Q: I am trying to read the computed NMR shifts of a small molecule in which a benzene ring shares an edge with a five-membered ring containing boron and oxygen. Going round the benzene ring, the carbon shifts jump up and down, while most of the protons hardly differ. Is there any order in this?

Unscaled GIAO NMR shifts of B1OCc2ccccc21 in the gas phase relative to TMS, from PySCF 2.14.0 at PBE/6-31G(d) on GFN2-xTB geometries (tblite 0.8.0). Atoms are numbered in SMILES order, each H by the atom that carries it. Averages use Boltzmann weights at 298.15 K from PBE-D3(BJ)/6-31G(d) energies with GFN2-xTB free-energy terms.

```csv
atom,nucleus,count,shift in conformer 1 (ppm),averaged shift (ppm)
3,13C,1,77.70,77.70
4,13C,1,144.80,144.80
5,13C,1,111.30,111.30
6,13C,1,120.90,120.90
7,13C,1,117.70,117.70
8,13C,1,123.40,123.40
9,13C,1,130.90,130.90
1,1H,1,5.90,5.90
3,1H,2,5.55,5.55
5,1H,1,7.39,7.39
6,1H,1,7.45,7.45
7,1H,1,7.41,7.41
8,1H,1,7.97,7.97
```

A: First place the atoms. Atom 1 is boron, which carries a hydrogen, atom 2 is oxygen and atom 3 is the CH₂ carbon. Atoms 4 to 9 form the benzene ring: C4 carries the CH₂ group and C9 carries the boron. I name a proton after the atom that holds it, so H8 sits on C8. A larger shift means a less shielded nucleus.

Q: There are two columns of shifts, and they are identical.

A: The molecule has a single conformer, with flat rings, so the averaged shift simply repeats the shift in conformer 1. The differences must therefore come from the bonding. Which carbons would you compare first?

Q: The four CH carbons, 5 to 8, because each has one hydrogen and two ring neighbours. Yet C8 lies 12.1 ppm above C5.

A: Take them in pairs. C5 and C8 each sit next to a carbon shared by the two rings, and C6 and C7 sit one step further away. Within a pair, the main difference is the position relative to the boron-bearing C9. C8 is ortho to it and C6 is para, whereas C5 and C7 are both meta. In each pair the ortho or para carbon has the higher shift, by 12.1 ppm in the first and 3.2 ppm in the second.

Q: Why should boron pick out the ortho and para positions?

A: Boron with three bonds has an empty p orbital, and in this flat molecule it lines up with the π orbitals of the benzene ring. A simpler system with the same arrangement is the benzyl cation, in which a CH₂⁺ group offers the empty orbital. Its resonance structures place the positive charge on the ortho and para carbons and leave the meta carbons out. The comparison carries over the positions but not the magnitude: our molecule is neutral, and the oxygen on boron partly fills the empty orbital with its own lone pair. At the ortho carbon C8 this is also only part of the story. Electropositive groups that are weak π acceptors, such as trimethylsilyl, raise ortho carbons too, but hardly the para carbon. C6 is therefore the cleaner sign of lost π density.

Q: And a carbon that loses π density is less shielded?

A: Yes, although the reason is less direct than a thinner screen of electrons. Carbon shifts vary mainly through the paramagnetic term, in which the magnetic field mixes occupied with empty orbitals and so induces currents close to the nucleus. When a carbon loses electron density, its remaining 2p electrons are held more tightly and lie closer in. That strengthens the term and raises the shift. This is the standard theoretical argument; the table shows the pattern it predicts but not the charges themselves.

Q: Then I can follow the CH carbons. But the highest and lowest carbons of the ring, C4 and C5, are direct neighbours, 33.5 ppm apart. Boron alone surely can't do that.

A: It can't, and two more influences are needed. The CH₂O group strongly raises the carbon that carries it and does little to the others. Closing a five-membered ring onto benzene raises the two shared carbons and lowers the CH carbons beside them, as a comparison of indane with o-xylene shows. Here are rough recalled sizes in ppm, taken from simple substituted benzenes.

| Carbon | Boron group | CH₂O group | Ring closure |
|---|---|---|---|
| C4 | +6 | +11 | +7 |
| C5 | −1 | −1 | −5 |
| C6 | +3 | 0 | 0 |
| C7 | −1 | −1 | 0 |
| C8 | +6 | 0 | −5 |
| C9 | 0 | −1 | +7 |

Q: So C4 is raised by all three, and C5 is lowered by all three.

A: That is why the extremes are neighbours. If the effects simply add, the shift of carbon $i$ is

$$\delta_i = \delta_0 + b_i + e_i + r_i ,$$

where $\delta_0$ is a base common to the whole ring and $b_i$, $e_i$ and $r_i$ are the entries for boron, CH₂O and ring closure. Try the difference between C4 and C5.

Q: The base cancels. C4 gets $6+11+7=24$ and C5 gets $-1-1-5=-7$, so the difference should be 31 ppm. The calculation has 33.5 ppm.

A: No fitted number entered that estimate, but don't read too much into the agreement. Indane has one carbon more than o-xylene, and that extra carbon itself raises the shared carbons. The +7 is therefore not a pure effect of closing the ring, and part of the success at C4 may be luck.

Q: Is there a sign of ring closure that doesn't depend on the shared carbons?

A: Yes, in the averages of our two pairs. Boron and CH₂O alone would give C5 and C8 an average increment of $(-2+6)/2=2$ ppm, and C6 and C7 one of $(3-2)/2=0.5$ ppm. The pair beside the shared carbons should then be slightly higher.

Q: In the table C5 and C8 average $(111.3+123.4)/2$, about 117 ppm, and C6 and C7 average $(120.9+117.7)/2$, about 119 ppm. The pair beside the shared carbons is lower.

A: So something lowers the CH carbons next to the small ring, in the direction known from indane. The usual explanation is that the narrow angles of the small ring change the hybridisation of the shared carbons, and their neighbours feel the change. The numbers support the lowering, but they don't test that explanation.

Q: How well does the sum describe the whole ring?

A: I set the base to the average, over all six ring carbons, of the computed shift less its increments, which gives 120.7 ppm. The root-mean-square miss from the computed shifts is then 2.4 ppm, against 6.4 ppm when ring closure is left out and the base is set again in the same way. Much of that gain comes from the shared carbons, where the increment is least clean. The sum is good enough to explain the large differences, but not every small one.

Q: I can see one failure already. For C6 the increments add up to +3, and for C8 to only +1. The sum puts C6 above C8, but the calculation puts C8 above C6.

A: That is its clearest fault. The sum is 2.8 ppm too high at C6 and 1.7 ppm too low at C8, so both carbons share in it. The boron entries come from boronic esters, which have two oxygens on boron instead of one, and the closure entries come from indane, whose small ring holds only carbon. Neither set need carry over unchanged, and the table can't say which entry is at fault.

Q: And C9, the carbon that holds the boron?

A: The sum puts it about 4 ppm too low, and there the increment for boron is the weak point. In a measured spectrum the boron nucleus, through its quadrupole moment, broadens the signal of the carbon attached to it, often until it can't be seen. Good values for such carbons are therefore scarce, and the zero in the list is only a rough choice. The calculation has no such broadening, so it gives C9 as sharp a value as any other carbon.

Q: Now the protons. If boron takes π density from C6 and C8, I would expect both H6 and H8 to rise. Only H8 does.

A: H8 lies about 0.55 ppm above the average of the other three ring protons, which agree among themselves to within 0.06 ppm. I wouldn't interpret the order of those three. Proton shifts vary much less than carbon shifts because hydrogen has no valence p electrons to feed a large paramagnetic term of its own. A proton therefore responds more visibly to currents in nearby groups, and H8 is the ring proton closest to boron.

Q: H5 is just as close to the other end of the small ring, and it stays with the rest.

A: That makes it a useful control: being next to the small ring is not enough, and the boron side matters. Theory offers a reason. A magnetic field lying in the molecular plane can mix the σ bonds at boron with its empty p orbital, whereas a field perpendicular to the plane can't. Averaged over all orientations, the resulting currents deshield nuclei that lie in the plane near boron. The loss of π density at C8 may add to the effect, and the table can't separate the two.

Q: Does that also explain the hydrogen on boron? Boron is less electronegative than carbon, so I expected a well-shielded, hydride-like proton. It comes at 5.90 ppm, above the CH₂ protons at 5.55 ppm.

A: The same argument applies, at a much shorter distance. H1 lies in the molecular plane, directly bonded to boron, where the currents are strongest. Electron density alone would suggest a low shift, but the empty orbital works against it. The size of this contribution has not been worked out here, so take it as the likely reason rather than a measured share.

Q: That leaves C3, at 77.7 ppm, far below every carbon of the benzene ring.

A: C3 is saturated. It has no π system of its own, so the field finds fewer low-lying empty orbitals to mix in, and the paramagnetic term is smaller. Its oxygen neighbour withdraws electrons and keeps it well above an ordinary alkane carbon. It belongs to a different class of carbon, so I left it out of the sum for the ring.

Q: Could I lay these values directly over a measured spectrum?

A: Not without care. Unscaled shifts from PBE with this small basis usually put aromatic carbons several ppm too low, and the common base reflects that: benzene itself is measured at roughly 130 ppm. The differences within the ring are safer than the absolute values. The calculation also treats an isolated molecule. A solvent that donates a lone pair to boron would fill the empty orbital and remove most of the π effect, which should show most clearly at C6. C4 should still be high and C5 low, because those extremes owe much to the CH₂O group and ring closure.

Q: Then let me try a neighbouring case. If C9 carried an oxygen instead of boron, with two CH₂ groups completing the small ring, the π effect should reverse, and C6 and C8 should be lowered.

A: Yes. A lone pair on oxygen pushes π density towards the same ortho and para positions, as it does in anisole. Ring closure would still lower C5 and C8, so at C8 both effects would now pull downwards, whereas with boron they oppose each other.
